A longer climb up the ladder of theory ought to bring a calculation closer to experiment. In the wave-function methods, each step treats the correlated motion of the electrons more fully; among density functionals, exact exchange replaces part of an approximation. The energy that separates phosphorus trifluoride, PF₃, into four free atoms tests this hope. A positive miss in the table means that the computed molecule is bound too strongly.

Neutral singlet PF₃ computed with Ansatz 0.2.0 at the listed levels, in the cc-pV(Q+d)Z basis and at the MP2(full)/6-31G* geometry, without relativity and with core electrons left uncorrelated in the wave-function methods. The measured atomization energy, 1522.7 kJ/mol, is the electronic value, with zero-point and thermal terms removed.

```csv
level,computed less measured atomization energy (kJ/mol),rough wall time (s)
RHF,-541.8,6
RMP2,56.2,n/a
RCCSD,-71.2,n/a
RCCSD(T),-29.6,20
BCCD(T),-27.6,20
PBE,58.1,20
r2SCAN,-1.3,10
PBE0,-29.8,10
B3LYP,-16.4,10
r2SCANh,-31.4,10
wB97M-V,24.2,10
HSE06,-27.5,20
B2PLYP,-5.9,10
RPA-PBE,-141.0,20
```

The hope holds only in part. Restricted Hartree–Fock (RHF) is by far the worst level, and CCSD(T), among the most complete treatments of correlation here, improves on it greatly. Yet CCSD(T) still falls 30 kJ/mol short, while the density functional r2SCAN, which contains no exact exchange, comes within 2 kJ/mol. Adding exact exchange to r2SCAN makes the result worse. To choose a level sensibly, one has to know why a miss is small as well as how small it is.

The reason lies in what an atomization energy is. It is a difference between two large energies, and a level succeeds when it treats both sides equally well. With $D$ for the atomization energy, $E_\text{atoms}$ for the summed energy of the free atoms and $E_\text{mol}$ for that of the molecule,

$$D = E_\text{atoms} - E_\text{mol}.$$

An error common to both sides drops out. An error on one side alone appears in full, and two unequal errors can imitate a good result.

RHF shows the strongest imbalance. It lets each electron feel only the average field of the others, so it lacks the energy gained when electrons avoid one another. This loss is greatest for two electrons of opposite spin in the same orbital. The free atoms hold ten such valence pairs, the molecule thirteen, because each P–F bond joins two electrons that were unpaired before. Electrons in different pairs also avoid one another, and the molecule brings more of them close together. RHF therefore leaves out more on the molecular side and recovers only about two thirds of the measured binding.

The hydrogen molecule shows the same effect in its simplest form. A free hydrogen atom has one electron and hence no correlation energy, so all the correlation energy of H₂ counts towards its bond. The comparison stops there, because the atoms of PF₃ bring much correlation of their own. At the CCSD(T) level only 19 % of the molecule's correlation energy appears as binding. A correlation method must therefore describe the atoms as carefully as the molecule.

Second-order perturbation theory (MP2) fails in just this respect. Its energy for the molecule is only 3.6 kJ/mol below that of CCSD, yet it binds the molecule by 127.4 kJ/mol more. The equation tells where the disagreement sits: the MP2 atoms must lie higher than the CCSD atoms by $127.4 - 3.6 = 123.8$ kJ/mol. MP2 estimates the correlation of each electron pair in a single step, whereas CCSD refines the pairs and lets them influence one another. The net effect of this difference is small in the molecule but large in the atoms, so it does not cancel. Total energies alone cannot show which pairs are responsible.

The triple excitations in CCSD(T) describe three electrons that adjust their motion together. They lower the molecule by 90 kJ/mol, but more than half of this gain also occurs in the atoms. The binding therefore grows by 42 kJ/mol, about ten times the 4 kJ/mol taken here as the target for good thermochemistry. CCSD without triples is thus no economical substitute when a whole molecule is taken apart.

The remaining shortfall of CCSD(T) probably owes more to the finite basis than to the method. One electronic configuration dominates the molecule, and orbitals optimized for the correlated problem, as in BCCD(T), change the binding by only 2 kJ/mol. The basis, by contrast, has a difficult task: it must build the sharp dip in the wave function where two electrons meet out of smooth functions. The molecule has more close pairs than the atoms and so loses more. If everything else were exact, a loss of about 5 % of the correlation part of the binding would account for the shortfall, a plausible amount for a basis of this size. A calculation in a larger basis would test this explanation.

Density functionals face the same problem of balance in another form. In a bond, the exact exchange hole, the region from which an electron keeps others of its own spin away, spreads over both atoms. Correlation with electrons of opposite spin then draws the combined hole back towards the electron. Semilocal exchange, as in PBE, keeps its hole close by from the start and so imitates some of this bond correlation, often too generously. Exact exchange removes the imitation, while the semilocal correlation that remains does not replace it, and the binding weakens.

This picture permits a simple estimate. PBE0 replaces 25 % of the exchange in PBE by exact exchange, and the binding falls by 87.9 kJ/mol. If the effect is proportional to the share, the 10 % in r2SCANh should lower the binding of r2SCAN by

$$87.9 \times \frac{10}{25} \approx 35\ \text{kJ/mol}.$$

The computed drop is 30 kJ/mol. The r2SCAN pair played no part in setting the slope, so the agreement is a real, if small, test. The estimate is somewhat too large, which is no surprise, since the two parent functionals differ.

The same reasoning shows why a hybrid is not automatically an improvement. PBE binds too strongly, and a modest share of exact exchange would bring it near the measured value; the share in PBE0 carries it past. r2SCAN has no overbinding to remove, so even a small admixture does harm. The rule applies when only the share of exact exchange changes. The hybrid wB97M-V, whose other parts were constructed differently, overbinds by 24 kJ/mol and lies outside it.

PBE0 and CCSD(T) show how little an equal miss can mean. Their atomization energies differ by only 0.2 kJ/mol, yet the errors have different origins. A functional takes its correlation from the density and has no need to build the dip between electrons out of orbitals, so its binding should change less in a larger basis. The CCSD(T) value should rise. The agreement in this basis is therefore no evidence that PBE0 can replace CCSD(T).

The random-phase approximation (RPA), applied here to PBE orbitals, gives a further warning against judging a method by its complexity. It computes correlation from the collective response of the electrons, yet its miss is 2.4 times that of PBE and of opposite sign. Part of this miss probably comes from the finite basis, since RPA, like CCSD(T), builds its correlation out of orbitals. Beyond that, RPA describes electrons at short range poorly, and this error does not cancel fully between atoms and molecule. Its strength lies in the long-range attraction between separate fragments, which matters little for strong P–F bonds.

How much these misses matter depends on the purpose. At room temperature, 5.7 kJ/mol changes an equilibrium constant tenfold. If the CCSD(T) error entered a reaction energy in full, the constant would be wrong by about five powers of ten; with PBE it would be ten. In a reaction that keeps the number and kind of bonds, much of the error should cancel, and several of these levels may then serve. Taking the molecule apart into free atoms offers no such protection, because no new bonds replace the old ones.

By this measure only r2SCAN meets the 4 kJ/mol target, but its success is a poor basis for a general choice. Its miss is smaller than effects absent from all these calculations: spin–orbit coupling in the free atoms alone would lower the binding by roughly 5 kJ/mol. One molecule also cannot show whether the functional is accurate or whether its errors happen to cancel. r2SCAN is a reasonable candidate for a survey of related molecules, provided that a few of them are checked at a higher level.

For such a check, CCSD(T) is the sound choice because its main suspected error can be reduced step by step. The calculation should be repeated in a larger basis and the correlation energy extrapolated, after which smaller corrections can be added: for the core electrons, whose correlation is left out here, for relativity including spin–orbit coupling, and for the geometry, which was taken from MP2. Cost is no obstacle for a molecule of this size: the rough times run from 6 to 20 s, and CCSD(T) takes about as long as some of the functionals. It becomes one for larger molecules, since the work for the triples grows with the seventh power of size and doubling the molecule multiplies it by $2^7 = 128$. There a functional has to do most of the work, with CCSD(T) kept for small relatives that contain the same bonds. The differences and ratios used here are in the output below.

Printed output of the fit:

```
Size of the misses:
       row  percent of measured value  kJ/mol per P-F bond  powers of ten in an equilibrium constant at 298 K
       RHF                     -35.58               -180.6                                              94.92
      RMP2                      3.691                18.73                                              9.846
     RCCSD                     -4.676               -23.73                                              12.47
  RCCSD(T)                     -1.944               -9.867                                              5.186
   BCCD(T)                     -1.813                 -9.2                                              4.835
       PBE                      3.816                19.37                                              10.18
    r2SCAN                   -0.08537              -0.4333                                             0.2278
      PBE0                     -1.957               -9.933                                              5.221
     B3LYP                     -1.077               -5.467                                              2.873
   r2SCANh                     -2.062               -10.47                                              5.501
   wB97M-V                      1.589                8.067                                               4.24
     HSE06                     -1.806               -9.167                                              4.818
    B2PLYP                    -0.3875               -1.967                                              1.034
   RPA-PBE                      -9.26                  -47                                               24.7
Atomization energy by RHF (kJ/mol): 980.9
Atomization energy by CCSD(T) (kJ/mol): 1493
Part of the binding due to correlation, CCSD(T) less RHF (kJ/mol): 512.2
That part as share of the molecule's correlation energy (%): 19.24
Molecule lower in MP2 than in CCSD by (kJ/mol): 3.566
Binding larger in MP2 than in CCSD by (kJ/mol): 127.4
Separated atoms higher in MP2 than in CCSD by (kJ/mol): 123.8
Triples lower the molecule by (kJ/mol): 90.13
Triples raise the binding by (kJ/mol): 41.6
Triples lower the separated atoms by (kJ/mol): 48.53
Change of binding from CCSD(T) to BCCD(T) (kJ/mol): 2
Share of correlation binding the basis would have to miss if all else were exact (%): 5.463
Change of binding from PBE to PBE0 (kJ/mol): -87.9
The same scaled to 10 % exact exchange (kJ/mol): -35.16
Change of binding from r2SCAN to r2SCANh (kJ/mol): -30.1
Change of binding from PBE0 to HSE06 (kJ/mol): 2.3
Binding by PBE0 less that by CCSD(T) (kJ/mol): -0.2
Size of the RPA miss over that of PBE: 2.427
Energy that changes an equilibrium constant tenfold at 298 K (kJ/mol): 5.708
Number of levels within 4 kJ/mol of the measured value: 1
Longest over shortest rough wall time: 3.333
Growth of the triples step when the molecule doubles, seventh-power scaling: 128
```
